**The 5s orbital in the +4 ions from Cs to Lu**

Each step down the table adds one proton and one electron, so the ionic charge stays at +4. The results are non-relativistic Hartree-Fock. $Z$ is the nuclear charge, ε(5s) the orbital eigenvalue, and $\langle r\rangle$ and $\langle r^2\rangle$ are the mean radius and mean square radius of the 5s orbital. Five rows are withheld.

Ions of charge +4 from Cs to Lu, computed with B-spline radial code 1 as spherical atoms at the basis-set limit. The method is non-relativistic Hartree-Fock for the average of each configuration, with a point nucleus.

```tsv
species	Z	electrons	configuration	ε(5s) (hartree)	<r>(5s) (bohr)	<r²>(5s) (bohr²)
Cs4+	55	51	[Kr] 4d10 5s2 5p3	-2.54892	1.7223	3.3052
Ba4+	56	52	[Kr] 4d10 5s2 5p4	-2.74038	1.6540	3.0482
La4+	57	53	[Kr] 4d10 5s2 5p5	-2.93661	1.5915	2.8223
Ce4+	58	54	[Kr] 4d10 5s2 5p6	-3.13765	1.5341	2.6225
Pr4+	59	55	[Xe] 4f1	-3.20378	1.5057	2.5270
Nd4+	60	56	[Xe] 4f2	-3.26827	1.4789	2.4387
Pm4+	61	57	[Xe] 4f3	-3.33143	1.4536	2.3566
Sm4+	62	58	[Xe] 4f4	-3.39349	1.4296	2.2800
Eu4+	63	59	[Xe] 4f5	-3.45463	1.4067	2.2082
Gd4+	64	60	[Xe] 4f6	-3.51498	1.3848	2.1406
Tb4+	65	61	[Xe] 4f7	-3.57465	1.3638	2.0769
Dy4+	66	62	[Xe] 4f8	?	?	?
Ho4+	67	63	[Xe] 4f9	?	?	?
Er4+	68	64	[Xe] 4f10	?	?	?
Tm4+	69	65	[Xe] 4f11	?	?	?
Yb4+	70	66	[Xe] 4f12	?	?	?
Lu4+	71	67	[Xe] 4f13	-3.92285	1.2538	1.7581
```

**(a)** Find where the trend changes its slope and explain why. Read an effective charge from the energy and another from the radius, and say why they differ.

**Solution.** From Cs to Ce the eigenvalue deepens by 0.191 to 0.201 hartree per element. The step from Ce to Pr is only 0.066 hartree, and the contraction per step falls from 0.0574 to 0.0284 bohr. The break comes where 5p is full and the added electron first enters 4f. The switch of the printed core from [Kr] to [Xe] is a change of label, since Ce4+ already has the xenon configuration. All s shells are closed in every row, so the freedom to rotate closed s orbitals among themselves is resolved the same way throughout. It may affect the absolute size assigned to 5s, but it cannot produce the break.

Two limiting cases bracket the behaviour. If the added electron sat on the nucleus, it would cancel the added proton, and 5s would change neither in energy nor in size. If it sat in a shell of radius $a$ far outside 5s, then by the shell theorem it would exert no force inside. The orbital would contract under the full proton, and the electron would only lift its energy by the constant $1/a$. The same calculations place the real shells between these limits. The 4f mean radius is 0.565 of the 5s radius in Pm4+ and 0.547 in Gd4+, while the 5p radius is 1.093 times the 5s radius in La4+. So 4f leans toward the first limit, while 5p overlaps 5s strongly and has only part of its charge outside it.

A hydrogenic 5s orbital has $\varepsilon=-Z^2/50$, $\langle r\rangle=37.5/Z$ and $\langle r^2\rangle=1575/Z^2$. Inverting the first two defines

$$Z_E=5\sqrt{2|\varepsilon|},\qquad Z_r=37.5/\langle r\rangle,\qquad \sigma=1-\Delta Z_{\rm eff}/\Delta Z,$$

where $\sigma$ is the part of each added proton that appears to be cancelled. Read from the radius, $\sigma$ averages 0.110 while 5p fills and 0.580 while 4f fills. Read from the energy it is 0.588 and 0.886. Both readings rank 4f as the better screen. For 5p, more screening in the energy than in the radius is expected, since the part of its charge that lies outside 5s raises ε with little push on the orbital. That cannot be the whole reason, because 4f lies inside 5s and shows the same kind of gap.

The absolute values warn against taking these charges literally. For Ce4+, $Z_E=12.5$ and $Z_r=24.4$. The nucleus and the 46 electrons of [Kr]4d¹⁰ leave a net charge of 12 outside the core, so no force on the outer lobe corresponds to 24. The large $Z_r$ comes from penetration. The inner oscillations of 5s are packed into the core, where the field is strong, and the outer lobe therefore begins much closer in than for a hydrogenic orbital of charge 12. Both charges, and both values of $\sigma$, also depend on having fixed the principal quantum number at 5.

That choice can be dropped. With a free effective quantum number $\nu$ and charge $Z^*$, $\langle r\rangle=3\nu^2/2Z^*$ and $|\varepsilon|=Z^{*2}/2\nu^2$, so $Z^*=\tfrac43\langle r\rangle|\varepsilon|$ and $\nu^2=\tfrac23 Z^*\langle r\rangle$. For Ce4+, $Z^*=\tfrac43\times1.5341\times3.13765=6.42$ and $\nu=2.56$. The same arithmetic gives 5.85 and 2.59 for Cs4+, and 6.56 and 2.34 for Lu4+. Two numbers have merely been traded for two others, which tests nothing, but it shows where much of the gap between the two values of $\sigma$ comes from. In these terms $Z_E=5Z^*/\nu$ and $Z_r=25Z^*/\nu^2$. A gain in $Z^*$ at fixed $\nu$ therefore raises $Z_r$ about twice as much as $Z_E$, and a fall in $\nu$ at fixed $Z^*$ raises it about four times as much, wherever the added charge sits. The pattern along the series is instructive too. While 5p fills, $Z^*$ rises by 0.565 in three steps at nearly fixed $\nu$. While 4f fills, $Z^*$ rises by only 0.14 in thirteen steps and $\nu$ falls.

This suggests what the lanthanide contraction of 5s consists of. A proton together with a 4f electron is nearly neutral seen from the outer lobe of 5s, and it leaves an attraction of short range inside the 4f shell. The inner part of 5s dips into that region and feels the attraction directly. Its inner oscillations tighten, the nodes move inward, and the outer lobe begins closer to the nucleus. The inner shells feel the same attraction and contract as well: from Ce4+ to Eu4+ the mean radii of 4d and 4s both shrink by between a tenth and an eighth. That the inner attraction is the main cause of the 5s contraction is an argument, and the numbers agree with it without isolating it. The picture is also in line with the energy step dropping by a factor $0.20104/0.06613=3.0$ at the break while the radius step drops by only $0.0574/0.0284=2.0$.

A frozen-orbital estimate shows how far first-order reasoning reaches. With all orbitals held fixed, a proton and a 5p electron shift ε(5s) by $-\langle 1/r\rangle_{5s}+F^0(5s,5p)-\tfrac16G^1(5s,5p)$, the sum of nuclear attraction, direct repulsion and spin-averaged exchange. With the integrals of La4+ this is $-0.815+0.539-0.062$, or $-0.339$ hartree before rounding. The self-consistent slope, half the difference between Ba and Ce, is $-0.199$, so the estimate is 1.70 times too large. The same book-keeping for a 4f electron acting on 5p, used as a stand-in for 5s in Pm4+ and Gd4+, gives $-0.137$ against a true 5p slope of $-0.041$. Direct repulsion cancels 0.661 of the attraction in the first case and 0.844 in the second, which is the right order, but the sizes fail. What freezing leaves out is the change of the orbitals themselves. An eigenvalue is not stationary against changes in the other shells, and as these contract their repulsion on the outer electron grows, which is the sign required.

**(b)** From the known rows alone, predict ε(5s), $\langle r\rangle$ and $\langle r^2\rangle$ for Dy4+ to Yb4+, with error bars.

**Solution.** All five ions continue the filling of 4f, so the rows from Ce to Tb and Lu are the relevant ones. The first question is whether anything happens after 4f⁷. In a Hund's-rule ground term the gain from exchange between parallel 4f spins, measured from the configuration average, is largest at half filling. Here each row is an average over its configuration, in which every pair of 4f electrons has the same mean interaction. With $n$ electrons in 4f, the energy expression contains $n$ and $n(n-1)/2$ and nothing that singles out seven. The first forecast is that there is no kink after 4f⁷.

The gap is closed at both ends. The six energy steps from Tb to Lu must add up to $3.92285-3.57465=0.34820$ hartree, a mean of 0.05803, and the six radius steps have a mean of 0.0183 bohr. The known steps shrink at every element from Ce to Tb, and both means lie below the last known step. The forecasts are that each ε step stays below 0.0597 hartree and shrinks monotonically, and that each $\langle r\rangle$ step is 0.016–0.021 bohr and shrinks.

The shrinking has different origins in the two columns. For the radius part of it is geometry, since equal gains in $Z_r$ move a smaller orbital less. For the energy, constant screening would make the steps grow in proportion to $Z_E$, so shrinking steps mean that the screening improves, and $\sigma$ from the energy indeed creeps from 0.869 to 0.888 between Ce and Tb. A plausible guess is that 4f withdraws further inside 5s, as the two radius ratios in (a) indicate.

A curve whose steps shrink by $\kappa$ per element sags below the straight chord from Tb to Lu by $\tfrac12\kappa\cdot3\cdot3=4.5\kappa$ at the midpoint. The last known $\kappa$ for the energy is $0.06035-0.05967=0.00068$ hartree and has been falling, and for the radius it is about 0.0009 bohr. Hence ε and $\langle r\rangle$ should lie below the chord, most at Er, by about 0.001–0.003 hartree and 0.002–0.004 bohr.

The ratio $\langle r^2\rangle/\langle r\rangle^2$ measures shape apart from size. It stays at 1.1142–1.1143 while 5p fills, climbs with 4f, and is within 1% of the hydrogenic 1.12 in all known rows. Judged by these two moments, which both weigh the outer lobe, the orbital is rescaled almost rigidly, and $\langle r^2\rangle$ carries little news beyond $\langle r\rangle$. The slow climb may arise because the tail, whose decay is largely governed by ε over the range that matters here, tightens less than the body of the orbital. The forecast is that the ratio goes on rising from Tb to Lu.

For sharper numbers, the effective charge from each column was fitted against $n$ on the nine known rows from Ce to Lu. Cs, Ba and La were left out because another shell is filling there, and the straight 4f line misses Cs4+ by 0.436 hartree. Constant screening, a straight line in $n$, fails by up to 0.016 hartree and 0.0046 bohr, far above the rounding of the table. The form

$$Z_{\rm eff}=a+bn+c\,\ln(1+n/n_0)$$

lets the gain per element decay smoothly. It is empirical, and since $b$, $c$ and $n_0$ trade against each other they carry no physical meaning. For Er4+, with $n=10$ and outside the fit,

$$Z_r=24.444+3.311+1.469\ln(1+10/10.8)=28.718,\qquad \langle r\rangle=37.5/28.718=1.3058\ \text{bohr}.$$

The error bar adds three terms: the distance to a cubic fitted on the same rows, the worst residual of the logarithmic form, and the rounding. The task is an interpolation, and it leans on Lu. Fitted on Ce to Tb only, the form puts Lu4+ too deep by 0.0008 hartree and too small by 0.0006 bohr. The rough values below come from continuing the step sequences by hand, each to ±0.001.

| ion | rough ε | rough $\langle r\rangle$ | fitted ε (hartree) | fitted $\langle r\rangle$ (bohr) | fitted $\langle r^2\rangle$ (bohr²) |
|---|---|---|---|---|---|
| Dy4+ | −3.634 | 1.344 | −3.6337 ± 0.0004 | 1.3437 ± 0.0002 | 2.0167 ± 0.0004 |
| Ho4+ | −3.692 | 1.324 | −3.6923 ± 0.0006 | 1.3244 ± 0.0002 | 1.9596 ± 0.0005 |
| Er4+ | −3.751 | 1.306 | −3.7504 ± 0.0008 | 1.3058 ± 0.0002 | 1.9055 ± 0.0006 |
| Tm4+ | −3.808 | 1.288 | −3.8082 ± 0.0008 | 1.2879 ± 0.0002 | 1.8540 ± 0.0006 |
| Yb4+ | −3.866 | 1.271 | −3.8657 ± 0.0006 | 1.2705 ± 0.0002 | 1.8049 ± 0.0004 |

**(c)** Compare the predictions with the computed values, and state what the agreement does and does not establish.

The withheld rows as computed:

```tsv
species	Z	electrons	configuration	ε(5s) (hartree)	<r>(5s) (bohr)	<r²>(5s) (bohr²)
Dy4+	66	62	[Xe] 4f8	-3.63375	1.3437	2.0167
Ho4+	67	63	[Xe] 4f9	-3.69234	1.3244	1.9596
Er4+	68	64	[Xe] 4f10	-3.75049	1.3058	1.9054
Tm4+	69	65	[Xe] 4f11	-3.80827	1.2879	1.8539
Yb4+	70	66	[Xe] 4f12	-3.86571	1.2706	1.8049
```

**Solution.** The energy steps run from 0.05910 down to 0.05714 hartree and the radius steps from 0.0201 to 0.0168 bohr, each smaller than the one before and all within the forecast limits. There is no kink after Tb. The shape ratio rises from 1.1170 at Dy to 1.1180 at Yb. The ten rough values all hold to ±0.001, the worst being ε of Er4+, which was put 0.0005 hartree too deep.

The sag is largest at Er, with 0.0017 hartree and 0.0030 bohr, inside the stated ranges. Those ranges were derived for the midpoint, and read for every row they miss near the ends, where the sag must vanish. Yb4+ lies only 0.0009 hartree below the chord, and Dy4+ and Yb4+ only 0.0018 and 0.0015 bohr.

All fifteen fitted values fall inside their bars, and the row-by-row comparison stands in the printed output below. The radius misses, at most 0.00006 bohr, are of the size of the rounding and need no cause. The misses in $\langle r^2\rangle$ reach 0.00008 bohr² at Er, slightly more than the rounding. The energy misses are real. In all five rows the prediction is too shallow, by 0.00005 to 0.00008 hartree, which is ten or more times the rounding and two to three times the worst residual on the fitted rows. The logarithmic form is therefore slightly wrong in shape across the gap. A bar made of residual and rounding alone would have been missed in all five energies. The bar actually used was about ten times too wide, because it was dominated by the cubic, which errs by up to 0.0009 hartree. A cubic keeps changing its curvature at a fixed rate, whereas the data show that change dying away along the series.

The agreement establishes that the 5s properties are smooth in $n$ between two anchors. It does not confirm the causes proposed in (a), since any sufficiently flexible smooth curve could bridge the gap. The guess in (b) that screening improves as 4f withdraws has separate support from the orbitals: the direct repulsion of a 4f electron cancels 0.845 of a proton's attraction on 5p in Eu4+ and 0.854 in Er4+. The missing kink is built into the configuration average and says nothing about real Tb4+, whose high-spin 4f⁷ shell would act differently on the two spins of 5s.

The values are also those of a model atom. The contraction of 18.3% from Ce4+ to Lu4+ is entirely non-relativistic. Scalar relativity pulls s orbitals in and deepens them, more so at higher $Z$, so the table understates the binding of 5s and overstates its size. The quantity $-\varepsilon$ estimates the energy to remove a 5s electron with neither relaxation nor correlation. It is not the first ionisation energy of the ion, because the 5p level and, where it is occupied, the 4f level lie above 5s.

Within this series, what matters is the position of the filling shell relative to 5s. The 4f shell fills inside it and gives small energy steps with $\langle r\rangle|\varepsilon|$ nearly constant. The 5p shell fills at a similar radius and gives large steps and a rising product. The slope breaks where the filling passes from one kind to the other, and an interpolation should not be carried across that point.

Output of the analysis:

```
known: ion | dE/dZ[Ha] dr/dZ[bohr] | Z_E Z_r | sigma_E sigma_r | <r2>/<r>^2 (H 5s 1.12); step from previous known row
Cs4+ |    -       -    | 11.289 21.773 |   -     -   | 1.1142
Ba4+ | -0.19146 -0.0683 | 11.706 22.672 | 0.584 0.101 | 1.1142
La4+ | -0.19623 -0.0625 | 12.117 23.563 | 0.588 0.110 | 1.1143
Ce4+ | -0.20104 -0.0574 | 12.525 24.444 | 0.592 0.118 | 1.1143
Pr4+ | -0.06613 -0.0284 | 12.657 24.905 | 0.869 0.539 | 1.1146
Nd4+ | -0.06449 -0.0268 | 12.783 25.357 | 0.873 0.549 | 1.1150
Pm4+ | -0.06316 -0.0253 | 12.906 25.798 | 0.877 0.559 | 1.1153
Sm4+ | -0.06206 -0.0240 | 13.026 26.231 | 0.880 0.567 | 1.1156
Eu4+ | -0.06114 -0.0229 | 13.143 26.658 | 0.883 0.573 | 1.1159
Gd4+ | -0.06035 -0.0219 | 13.257 27.080 | 0.886 0.578 | 1.1162
Tb4+ | -0.05967 -0.0210 | 13.369 27.497 | 0.888 0.583 | 1.1166
Lu4+ | -0.05803 -0.0183 | 14.005 29.909 | 0.894 0.598 | 1.1184
5p Cs->Ce: mean dE -0.1962 Ha, dr -0.0627 bohr, sigma_E 0.588, sigma_r 0.110, total r -10.9%, E +23.1%
4f Ce->Lu: mean dE -0.0604 Ha, dr -0.0216 bohr, sigma_E 0.886, sigma_r 0.580, total r -18.3%, E +25.0%
<r> ratios: La 5p/5s 1.093; Pm 4f/5s 0.565; Gd 4f/5s 0.547
frozen 5s+5p at La [Ha]: -<1/r> -0.815 F0 0.539 exch -0.062 sum -0.339; true -0.199; ratio 1.70; F0/<1/r> 0.661
frozen 5p+4f Pm/Gd (proxy) [Ha]: -0.832 F0 0.702 exch -0.007 sum -0.137; true 5p -0.041; ratio 3.36; F0/<1/r> 0.844
E[Ha] max res: lin 1.6e-02 cubic 1.5e-04 log 2.7e-05 floor 5e-06; a,b,c,n0 12.525 0.0740 0.679 11.4; blind Lu miss -0.00079; Cs miss -0.436 (lin)
r[bohr] max res: lin 4.6e-03 cubic 6.7e-05 log 3.7e-05 floor 5e-05; a,b,c,n0 24.444 0.3311 1.469 10.8; blind Lu miss -0.00060; Cs miss -0.110 (lin)
r2[bohr2] max res: lin 1.6e-02 cubic 1.4e-04 log 4.3e-05 floor 5e-05; a,b,c,n0 24.507 0.3272 1.473 10.7; blind Lu miss -0.00039; Cs miss -0.412 (lin)
withheld: quantity ion | predicted +- bar | computed | miss(pred-comp) miss/bar | cubic miss | computed-chord
E[Ha] Dy4+ | -3.63370 +- 0.00040 | -3.63375 | +0.00005 +0.12 | +0.00041 | -0.00107
E[Ha] Ho4+ | -3.69227 +- 0.00063 | -3.69234 | +0.00007 +0.11 | +0.00067 | -0.00162
E[Ha] Er4+ | -3.75042 +- 0.00081 | -3.75049 | +0.00007 +0.09 | +0.00085 | -0.00174
E[Ha] Tm4+ | -3.80819 +- 0.00083 | -3.80827 | +0.00008 +0.09 | +0.00088 | -0.00149
E[Ha] Yb4+ | -3.86565 +- 0.00061 | -3.86571 | +0.00006 +0.09 | +0.00063 | -0.00089
r[bohr] Dy4+ | 1.34373 +- 0.00016 | 1.34370 | +0.00003 +0.20 | +0.00011 | -0.00177
r[bohr] Ho4+ | 1.32441 +- 0.00021 | 1.32440 | +0.00001 +0.04 | +0.00013 | -0.00273
r[bohr] Er4+ | 1.30580 +- 0.00024 | 1.30580 | +0.00000 +0.01 | +0.00015 | -0.00300
r[bohr] Tm4+ | 1.28786 +- 0.00024 | 1.28790 | -0.00004 -0.16 | +0.00011 | -0.00257
r[bohr] Yb4+ | 1.27054 +- 0.00019 | 1.27060 | -0.00006 -0.31 | +0.00005 | -0.00153
r2[bohr2] Dy4+ | 2.01670 +- 0.00035 | 2.01670 | -0.00000 -0.01 | +0.00025 | -0.00707
r2[bohr2] Ho4+ | 1.95964 +- 0.00049 | 1.95960 | +0.00004 +0.09 | +0.00044 | -0.01103
r2[bohr2] Er4+ | 1.90548 +- 0.00058 | 1.90540 | +0.00008 +0.14 | +0.00057 | -0.01210
r2[bohr2] Tm4+ | 1.85397 +- 0.00057 | 1.85390 | +0.00007 +0.13 | +0.00055 | -0.01047
r2[bohr2] Yb4+ | 1.80491 +- 0.00042 | 1.80490 | +0.00001 +0.02 | +0.00033 | -0.00633
revealed dE Tb->Lu [Ha]: -0.05910 -0.05859 -0.05815 -0.05778 -0.05744 -0.05714
revealed dr Tb->Lu [bohr]: -0.0201 -0.0193 -0.0186 -0.0179 -0.0173 -0.0168 (floor 1e-4)
revealed <r2>/<r>^2 Tb..Lu: 1.1166 1.1170 1.1172 1.1175 1.1177 1.1180 1.1184 (floor ~1e-4)
inside bars: 15 of 15
```
